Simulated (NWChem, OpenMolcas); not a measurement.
# Exact exchange and the dipole moment of SiF2

The species is SiF2 (3 atoms), meant as a singlet with charge 0. SMILES: `F[Si]F`. The shape is that of a PBE0-D4/def2-TZVP optimisation.

The dipole moment y, in D, basis def2-TZVP; a is the functional's share of exact exchange. Programs: NWChem 7.3.0, OpenMolcas 26.06.

| functional | program | a | y (D) |
| --- | --- | --- | --- |
| BLYP | NWChem | 0 | 1.08 |
| r2SCAN | OpenMolcas | 0 | 0.95 |
| B3LYP | NWChem | 0.2 | 1.16 |
| PBE0 | NWChem | 0.25 | ? |
| BHLYP | NWChem | 0.5 | 1.26 |

Question: Fit y = c + s·a to the known rows and predict PBE0.

Answer: 
1. Means of the 4 rows: a = 0.1750, y = 1.113.
2. Σ(Δa)² = 0.1675, Σ(Δa·Δy) = 0.08325, so the slope is 0.08325/0.1675 = 0.49701.
3. Intercept: 1.113 − (0.49701) × 0.1750 = 1.026. The largest residual of the fit is 0.076.
4. PBE0: 1.026 + (0.49701) × 0.25 = 1.15 D.

The run gave 1.09 D, so the prediction is off by +0.06 D, within the scatter of the fit. More exact exchange makes the molecule more polar here. The rows mix families of semi-local functionals, which the line can't see.

The dipole rises steadily from BLYP through B3LYP to BHLYP, but the full set doesn't follow exact exchange alone. PBE0, at 1.09 D, lies below B3LYP at 1.16 D despite its larger exact-exchange share, and BLYP and r2SCAN differ clearly with none at all. The semi-local part therefore matters about as much as the admixture, and the fitted slope isn't a pure exchange response.

The moment is modest for a molecule with such polar bonds because two contributions oppose each other. Fluorine draws density away from silicon, while the silicon lone pair, rich in s character, points away from the fluorines and offsets part of the bond dipoles. Small shifts in either contribution thus show up clearly in the total. Along the BLYP-based series, exact exchange probably curbs back-donation from the fluorine lone pairs into the empty silicon p orbital, leaving the bonds more ionic. The total dipole alone can't separate this effect from a change in the silicon lone pair.
